Dear Miriam,

The confinement mass of 0.118 m0 that I pencilled for the heavy holes in your (311)A wafer is wrong, and so is the subband order I drew from it. The four-band model gives about 0.51 m0. I set out the bad calculation first, because the slip is easy to repeat.

Conventions

Hole energies are counted positive into the valence band, and x, y, z are the cubic axes. The four Γ8 states carry angular momentum j = 3/2, with dimensionless matrices Jx, Jy, Jz in the Condon-Shortley phase convention. The Hamiltonian of Luttinger (1956), without strain, magnetic field or inversion-asymmetry terms, is

H = (ħ²/2m0) [ (γ1 + 5γ2/2) k² − 2γ2 (kx²Jx² + ky²Jy² + kz²Jz²) − 2γ3 ( kx ky (JxJy + JyJx) + cyclic ) ].   (1)

I use the compiled values γ1 = 6.98, γ2 = 2.06, γ3 = 2.93 and a spin-orbit splitting Δ = 0.341 eV (Vurgaftman 2001, 0 K). The growth direction is the unit vector n. At zero in-plane wave vector k = κ n, with κ = −i d/dζ and ζ the coordinate along n, so that H = (ħ²κ²/2m0) D(n) + V(ζ), where D is a constant 4×4 matrix. The band offset and the Hartree potential are scalars. If the γ's do not depend on ζ, diagonalising D decouples the envelope equations, and its eigenvalues are the inverse confinement masses m0/m_z. D is even in n, so the A face, which you use because silicon goes in as an acceptor there, and the B face have the same masses.

The wrong attempt (its results are not to be used)

(W1) Put kx = κ nx, ky = κ ny, kz = κ nz into (1), with n = (3,1,1)/√11.

(W2) Take the usual matrices, Jz = diag(3/2, 1/2, −1/2, −3/2), and call the states ±3/2 the heavy holes of the well and ±1/2 the light holes.

(W3) In these states ⟨Jz²⟩ = m², ⟨Jx²⟩ = ⟨Jy²⟩ = (15/4 − m²)/2, and the γ3 products have no diagonal part. The diagonal elements of D are γ1 ∓ γ2 (3nz² − 1), upper sign for ±3/2.

(W4) Drop the off-diagonal elements as a small heavy-light mixing. With nz² = 1/11 we have 3nz² − 1 = −8/11, and γ2 × 8/11 = 1.498, so m0/m_z = 8.478 for "heavy" and 5.482 for "light". This gives m_z = 0.118 m0 and 0.182 m0. Both are wrong.

The symptoms

First, the heavy hole has come out lighter than the light hole. That should have stopped me.

Second, the answer depends on how the cubic axes are named. The directions [311] and [113] are equivalent. For n = (1,1,3)/√11, however, 3nz² − 1 = 16/11, the shift is 2.996 with the opposite sign, the inverse masses are 3.984 and 9.976, and the masses are 0.251 m0 and 0.100 m0. This version is the more dangerous one, since the order looks normal.

Third, γ3 has vanished. For [111] the recipe gives 3nz² − 1 = 0 and one common mass, m0/γ1 = 0.143 m0, with no heavy-light splitting at all.

Fourth, the decisive test. Set γ2 = γ3 = γ. Then (1) collapses to D = γ1 + 5γ/2 − 2γ (n·J)², which has eigenvalues γ1 ∓ 2γ for every n, because nothing in it singles out the cubic axes. The recipe gives γ1 ∓ γ(3nz² − 1), an anisotropy in an isotropic model.

The faulty line

The faulty line is (W2). Line (W1) is correct, and (W3) is correct algebra for the basis chosen. But Jx, Jy, Jz in (1) are components along the cubic axes, so the diagonal matrix Jz quantises the angular momentum along [001], which lies 72.5° from [311] and 25.2° from [113]. The spherical limit shows which axis the confinement selects: the states are eigenstates of n·J. I turned k towards the growth direction and left J where it was. Line (W4) then converts the wrong label into a wrong number, because in that basis the discarded elements are not small, as I show below.

The mended calculation

Since Jx² + Jy² + Jz² = 15/4, the matrix D can be written

D = γ1 − 2 Σab Tab Ja Jb,  Taa = γ2 (na² − 1/3),  Tab = γ3 na nb for a ≠ b.   (2)

T is a symmetric traceless tensor, and the sum keeps its form in any orthonormal frame (1, 2, 3), provided T and J are both expressed in that frame. For j = 3/2 the five matrices

Γa = J3² − 5/4, Γb = (J1² − J2²)/√3, Γc = (J1J2 + J2J1)/√3, Γd = (J2J3 + J3J2)/√3, Γe = (J3J1 + J1J3)/√3

each square to unity and anticommute in pairs. Using T11 + T22 = −T33,

D − γ1 = −3T33 Γa − √3 (T11 − T22) Γb − 2√3 (T12 Γc + T23 Γd + T31 Γe).   (3)

Squaring removes the cross terms: (D − γ1)² = 9T33² + 3(T11 − T22)² + 12(T12² + T23² + T31²) = 6 tr T² ≡ λ². The trace is frame independent, so evaluate it in the cubic frame. With s = nx²ny² + ny²nz² + nz²nx² and nx⁴ + ny⁴ + nz⁴ = 1 − 2s, tr T² = γ2² (2/3 − 2s) + 2s γ3². As D − γ1 is traceless, its eigenvalues are −λ twice and +λ twice:

m0/m_z = γ1 ∓ 2 √( γ2² + 3(γ3² − γ2²)(nx²ny² + ny²nz² + nz²nx²) ),   (4)

upper sign heavy. With w = 3s this reads λ = 2 √((1 − w)γ2² + wγ3²). It gives γ1 ∓ 2γ2 for [001] (w = 0), γ1 ∓ √(γ2² + 3γ3²) for [110] (w = 3/4) and γ1 ∓ 2γ3 for [111] (w = 1). It is symmetric in the three components of n and isotropic when γ2 = γ3, so the symptoms are cured.

Now the character of the states. In (3) only Γa is diagonal in J3, being +1 on ±3/2 and −1 on ±1/2, while the other four connect ±3/2 with ±1/2. The diagonal elements are therefore γ1 ∓ q with q = 3T33, and the squared coupling out of any basis state is λ² − q². With axis 3 along [001], q = γ2(3nz² − 1), which is my line (W3). With axis 3 along n,

q = 3 Σab na Tab nb = 2[(1 − w)γ2 + wγ3],  λ² − q² = 4w(1 − w)(γ3 − γ2)².   (5)

So q/2 is the weighted mean of γ2 and γ3, λ/2 is their weighted root mean square, and the coupling measures the spread. For γ2 ≠ γ3 it vanishes only at w = 0 or w = 1. The first requires two components of n to vanish. The second, because 1 − w = ½[(nx² − ny²)² + (ny² − nz²)² + (nz² − nx²)²], requires three equal magnitudes. Hence the states at zero in-plane wave vector are pure ±3/2 or ±1/2 along the growth axis only for the ⟨001⟩ and ⟨111⟩ families. The projector on the heavy doublet is [1 − (D − γ1)/λ]/2, and its trace over the ±3/2 states gives their weight in the doublet as (1 + q/λ)/2. Time reversal makes this weight the same for every state of the Kramers doublet.

For your surface take the right-handed frame e1 = (−2,3,3)/√22, e2 = (0,−1,1)/√2, e3 = n = (3,1,1)/√11, with m now the eigenvalue of n·J and δ = γ3 − γ2 = 0.87. Here s = (9 + 9 + 1)/121 = 19/121 and w = 57/121 = 0.471. Transforming T gives 3T33 = (128γ2 + 114γ3)/121, T31 = 24√2 δ/121, T11 − T22 = −16δ/121 and T12 = T23 = 0, the last two by the mirror plane normal to e2. Then

⟨3/2|D|3/2⟩ = γ1 − (128γ2 + 114γ3)/121 = 6.98 − 4.940 = 2.040,
⟨3/2|D|1/2⟩ = −48√6 δ/121 = −0.845,
⟨3/2|D|−1/2⟩ = +16√3 δ/121 = 0.199.

The total coupling is 0.87, only 0.18 of q, and it is proportional to the warping δ. Diagonalising, (64γ2² + 57γ3²)/121 = 6.289, λ = 5.015, and

m0/m_z = 1.965 (heavy), 11.995 (light);  m_z = 0.509 m0 and 0.0834 m0.

Had I rotated J and still kept only the diagonal, I would have found 1/2.040 = 0.490, low by 3.7 %. In the unrotated basis the discarded coupling √(λ² − q²) is 4.79 for [311], which is 3.2 times the 1.498 that I kept, and 4.02 for [113], against 2.996 kept. Line (W4) is a mild approximation in the right basis and meaningless in the wrong one.

For orientation, the model gives:

direction   w       λ       heavy m_z/m0   light m_z/m0   ±1/2 weight in heavy doublet
[001]       0       4.120   0.350          0.0901         0
[311]       0.471   5.015   0.509          0.0834         0.76 %
[110]       0.75    5.477   0.665          0.0803         0.48 %
[111]       1       5.860   0.893          0.0779         0

One warning for your student's program. If k is rotated, J is left cubic and the full 4×4 matrix is diagonalised, the energies are right, since eigenvalues do not depend on the basis. The slip then hides in the labels. The heavy doublet, which is 99.2 % ±3/2 along the growth axis, is reported as 35 % ±3/2 for [311] and 80 % for [113]. Any selection rule or Zeeman matrix element that reads those components as projections on the growth axis is wrong, while the level scheme looks perfect.

The size of the error in your well

For illustration I assume a width L = 20 nm, flat bottom and hard walls. Level N lies at N² E0 (m0/m_z), with E0 = ħ²π²/(2m0L²) = 1.506 × 10⁻²² J = 0.940 meV. In meV:

               HH1    HH2    LH1    LH1 − HH1
mended         1.8    7.4    11.3   9.4
wrong, [311]   8.0    31.9   5.2    −2.8
wrong, [113]   3.7    15.0   9.4    5.6

The slip makes the heavy mass too small by a factor 4.32 in the [311] labelling and 2.03 in the [113] labelling, and the hard-wall heavy-hole energies too large by the same factors. In the first labelling it hands the ground state to the "light" hole. In the second it leaves HH1 lowest but shrinks the heavy-light gap by 40 % and puts LH1 below HH2, whereas the mended order is HH1, HH2, LH1. For a single heterojunction, taken as a triangular well at fixed field, levels scale as m_z^(−1/3), so the heavy levels come out 63 % or 27 % too high.

How far the mended numbers reach

They are the model's numbers, and three limits matter.

The barriers are finite. Take an approximate valence offset of 0.14 eV, typical of Al0.3Ga0.7As, and the same γ's in the barrier, so that the decoupling survives. With ξ = kL/2, k the wave number inside the well, and ξ0 = (L/2)√(2m_z V)/ħ, V the offset, the first level obeys cos ξ = ξ/ξ0 and the second sin ξ = ξ/ξ0. This gives HH1 = 1.6, HH2 = 6.4 and LH1 = 8.1 meV, so the hard walls are to be marked down by 13 % for HH1 and 28 % for LH1, and the order is unchanged. Different γ's in the alloy would shift these values further and couple the two doublets weakly at the interfaces. Band bending by the hole charge changes the energies but not the masses.

The split-off band was left out. In the six-band model the orbital p matrix at zero in-plane wave vector is (ħ²κ²/2m0)(γ1 + 6T), added to a spin-orbit term that places j = 1/2 at Δ above j = 3/2. Diagonalising it for the first hard-wall level lowers LH1 by 0.13 meV and HH1 by less than 0.001 meV, negligible beside the slip.

The heavy mass is a difference of comparable numbers and is sensitive to the inputs. Another parameter set in common use, approximately γ1 = 6.85, γ2 = 2.10, γ3 = 2.90, moves it to 0.55 m0. The third figure in the mass table serves only to compare directions within one set.

Finally, m_z governs the confinement only. Your cyclotron and Shubnikov-de Haas masses describe motion in the plane, which depends on the mixing of subbands at finite in-plane wave vector and hence on the very spacings that the slip corrupts. Do not set them against either 0.251 or 0.509. For the subband ladder of the (311)A well, use a heavy confinement mass of about 0.5 m0 and a light one of about 0.08 m0, as the four-band model's values for the compiled parameters.

Yours,
Tomas